**Q.** I have four convergence curves for the 2s level of an oxygen pseudopotential (norm-conserving, PBE), and they do not fall smoothly. If I knew only two points of such a curve, could I estimate the rest by hand?

Lowest s level of oxygen pseudopotentials from ld1.x 7.5 (PBE, scalar-relativistic, Troullier-Martins, valence 2s2 2p4), relative to its value at 400 Ry, in spherical Bessel functions (20 bohr box, reference potential). The base run has radii of 0.75 (s), 1.8 (p) and 0.55 bohr (core correction) and s as the local channel; each variant changes only the radius named.

```csv
cutoff (Ry),"lowest s level excess, base (mRy)","lowest s level excess, core correction radius 0.66 bohr (mRy)","lowest s level excess, s radius 0.62 bohr (mRy)","lowest s level excess, s radius 0.84 bohr (mRy)"
10,212.2,212.2,177.7,191.0
15,209.7,209.7,175.5,188.7
21,179.0,179.0,152.0,161.4
30,124.0,124.0,106.8,110.7
40,61.64,61.64,56.63,53.23
50,27.82,27.82,32.09,23.09
60,13.11,13.11,23.37,10.70
80,4.27,4.27,20.44,4.16
100,3.55,3.55,19.42,3.84
140,2.23,2.23,9.98,1.93
200,0.23,0.23,1.87,0.15
300,0.06,0.06,1.12,0.05
```

**A.** First be clear about what is listed. The excess is the amount by which the lowest s level lies above its value at 400 Ry when the basis is cut at the stated energy $E$. In rydberg units such a basis holds wave numbers $q<\sqrt{E}$, with $q$ in bohr$^{-1}$. The pseudo-wave is a sum of components of all $q$, and the cutoff discards the fast ones. The level rises by roughly the energy that they carried. Raising the cutoff through a range of $q$ where the wave has much weight lowers the level quickly, and raising it through a range with almost no weight does next to nothing. Your curves are staircases for that reason. Each changes by less than 2 % from 10 to 15 Ry, falls steeply after that, pauses near 80 to 100 Ry, and falls again.

**Q.** Why should a smooth, nodeless wave have gaps in its wave numbers?

**A.** Think of a thin spherical shell of radius $a$. Its Fourier transform goes as $\sin(qa)/(qa)$, which vanishes at $q=\pi/a$ and comes back in a lobe of opposite sign. The base pseudo-wave resembles a thick shell. Let $u(r)$ be $r$ times the radial function. In the same calculation $|u|/r$ is $0.1729/0.18=0.96$ at 0.18 bohr and $0.7196/0.54=1.33$ at 0.54 bohr, so the wave is hollow, and $|u|$ peaks at 0.87 bohr. The shell picture then puts a zero at $\pi/0.87=3.6$ bohr$^{-1}$, or 13 Ry, in the middle of the first flat stretch. The analogy ends there: a thin shell has its second zero at twice that $q$, about 52 Ry, where the curves are still steep. A thick shell has no single radius, and its higher zeros depend on the detailed shape.

**Q.** Can that be made quantitative?

**A.** Split the exact wave into a kept part $\chi$ and a discarded part $\delta$. Since $(H_{\rm op}-\varepsilon)(\chi+\delta)=0$ for the Hamiltonian $H_{\rm op}$ and the level $\varepsilon$, it follows that $\langle\chi|H_{\rm op}-\varepsilon|\chi\rangle=\langle\delta|H_{\rm op}-\varepsilon|\delta\rangle$. If the potential term, the small loss of norm and the relaxation of $\chi$ are all dropped,

$$\Delta\varepsilon(E)\approx\int_{\sqrt E}\,(q^2-\varepsilon)\,\phi(q)^2\,dq,\qquad \phi(q)=\sqrt{2/\pi}\int u(r)\sin(qr)\,dr .$$

The slope of the curve is then set by $\phi^2$ at the cutoff: it vanishes at a node of $\phi$, and each lobe makes one step. The base wave, interpolated by a spline on its 0.18 bohr grid and continued by an exponential tail, has nodes at 3.63 and 9.88 bohr$^{-1}$, that is 13 and 98 Ry. The integral, taken up to 400 Ry, lies between 0.92 and 1.12 times the base column from 10 to 140 Ry, with nothing fitted. So for the base run the numbers show that the pauses sit at nodes. The grid is coarse, which makes the second node less certain than the first, and for the other radii the same reading is argued from the likeness of the curves.

**Q.** That integral is not something I can do on paper.

**A.** Replace each lobe by a step of fixed shape. Let $S$ be the excess at 100 Ry, the height of the shoulder, and $H$ the excess at 10 Ry less $S$, the height of the first step. Then

$$\Delta\varepsilon\approx H\,g(q-3.5)+S\,g(q-10),\qquad g(x)=\begin{cases}1 & x<0\\ e^{-(x/2.5)^2} & x\ge 0.\end{cases}$$

The two onsets are the nodes of the base wave in round figures, used unchanged for the other radii. The Gaussian edge and its width of 2.5 bohr$^{-1}$ have no derivation; they, and the rounding of the onsets, were chosen by inspection of these curves. The rule therefore needs two computed points per potential, together with the 400 Ry level from which both are measured, and three shared constants.

**Q.** Show me on two rows.

**A.** Base run, 40 Ry. The heights are $S=3.55$ mRy and $H=212.2-3.55=208.6$ mRy. With $q=\sqrt{40}=6.32$, $x=2.82$, $(x/2.5)^2=1.276$ and $g=0.279$. The second step has not begun, so it counts in full: $208.6\times0.279+3.55=61.8$ mRy against 61.64 in the table.

Radius 0.62 bohr, 140 Ry. Here $S=19.42$ mRy and $q=11.83$. The first step is spent, since $(8.33/2.5)^2\approx 11$. For the second, $x=1.83$, $(x/2.5)^2=0.537$ and $g=0.584$, so $19.42\times0.584=11.3$ mRy against 9.98, which is 14 % high.

Neither row is an anchor, but both belong to the curves on which the constants were chosen, so they are not blind predictions. The first agreement is luckier than the rule deserves.

**Q.** How good is it in general?

**A.** Over the 27 points from 15 to 200 Ry of the three radii, anchors excluded, the median error relative to the table is 7 %. That figure leans on the easy rows: the twelve points from 15 to 40 Ry are all within 12 %, while eight of the fifteen from 50 to 200 Ry, where a cutoff is actually chosen, miss by more than 20 %. From 50 to 80 Ry the rule is high in every case, by 2 to 34 %, because the real first step dies faster than the Gaussian as the second node approaches. The worst relative miss is +64 % for 0.84 bohr at 200 Ry, though that is only 0.25 against 0.15 mRy. A least-squares fit of the three constants to the logarithm of the same points gives 3.60, 10.22 and 2.33 and lowers the median only to 6 %, so the limit lies in the fixed shape and in sharing one set of constants among three radii, and the round values may stay. A single exponential in the cutoff, fitted to each curve in the same way, has a median error of 35 % and overshoots the base value at 80 Ry by 206 %.

The rule can also be turned round, to find the cutoff for a target $t$. For $t>S$, $q=3.5+2.5\sqrt{\ln[H/(t-S)]}$; with $t=10$ mRy the base run gives $\ln(208.6/6.45)=3.48$, $q=8.16$ and 67 Ry, against 65 Ry from logarithmic interpolation of the column. For $t<S$, $q=10+2.5\sqrt{\ln(S/t)}$; radius 0.62 gives $q=12.04$ and 145 Ry against 140. What decides the cutoff is whether the shoulder lies above or below the target.

**Q.** Should the cutoff not scale as the inverse square of the radius? Why is there no radius in the rule?

**A.** Because the table does not support that scaling for whole curves. The excess passes 100 mRy at 31, 33 and 31 Ry for 0.62, 0.75 and 0.84 bohr, where scaling from the base would give 48 and 26 Ry for the two variants. The argument is that all three radii lie inside the peak of $u$, and outside its radius each pseudo-wave equals the all-electron wave, so the bulk of the shell, and with it the first node and lobe, is shared. $H$ does vary, and not in order of radius (158, 209, 187 mRy); replacing it by the mean of 185 mRy doubles the median error to 14 %.

The radius shows in the second lobe, and there it changes above all the height. The position is not fixed either: from 100 to 140 Ry the logarithm of the excess falls by 1.66 and 1.72 % per Ry for 0.62 and 0.84 bohr against 1.16 for the base, as it would if their second steps began earlier, and the rule is high for both at 140 Ry. $S$ is 5.5 times the base value for 0.62 bohr and nearly the base value for 0.84. With its smaller $H$ and larger $S$, the 0.62 curve lies below the base through 40 Ry and above it from 50 Ry. At 10 mRy it needs 140 Ry where scaling says 95, while at 2 mRy scaling happens to come close, 209 against 198 Ry. My guess, which these numbers do not test, is that matching nearer the all-electron node (between 0.18 and 0.36 bohr) forces sharper bending inside the radius and so feeds the fast components. Nor does it explain why the shoulder is slightly higher at 0.84 than at 0.75 bohr. Three radii give no formula for $S$, which is why it has to be read off.

**Q.** And the column with the changed core correction radius?

**A.** It equals the base at every cutoff by construction: the potential is unscreened and rescreened in the same reference configuration, and the core correction cancels. It is no test of the rule and says nothing of the cutoff that the density needs.

**Q.** Where should I stop trusting the rule?

**A.** At 300 Ry it gives zero, while the table has 1.12 mRy for 0.62 bohr. A third lobe is the natural guess. That value is probably understated, because each curve is measured from its own 400 Ry level, and this one, $-1.76083$ Ry, lies 0.34 mRy above the base level of $-1.76117$ Ry. The other entries at 300 Ry, 0.06 and 0.05 mRy, are uncertain by 8 to 10 % through rounding alone. Nor can the rule rank 0.75 and 0.84 bohr on the tail: the larger radius is above the base only at 100 Ry, the very row that serves as anchor, so the rule wrongly puts it above at 80, 140 and 200 Ry too.

The constants belong to the 2s wave of this spherical, spin-unpolarised oxygen atom. For a hollow s wave that peaks further out, the argument moves the first pause down to about $(\pi/r_{\rm peak})^2$, with $r_{\rm peak}$ the radius of the peak of $|u|$; the width and the second onset would have to be found anew, and a radius beyond the peak would reshape the first lobe as well. The practical lesson from all three radii is that two close cutoffs can agree because both sit near a node: 20.44 and 19.42 mRy at 80 and 100 Ry differ by 1 mRy, with 19 still to go.

**Q.** Does this column then fix the cutoff for the potential?

**A.** Only with the p channel. In the sum weighted by occupation, two s and four p electrons, the s level supplies 16 % of the base error at 10 Ry and 97 % at 50 Ry, because the p wave has a generous radius of 1.8 bohr and its excess is down to 0.36 mRy by then. A low excess also says nothing about transferability. The base and 0.62 bohr potentials miss the all-electron first ionisation energy by similar amounts, 10.2 and 10.7 meV, and share p scattering phase errors that reach 0.92 rad near 4 Ry, although their shoulders differ fivefold. Such atomic tests point to the error in a solid without giving it. The settings of these potentials were also drawn at random, in a set where many are poor on purpose, so none of them should be taken as recommended, however well its s level converges.
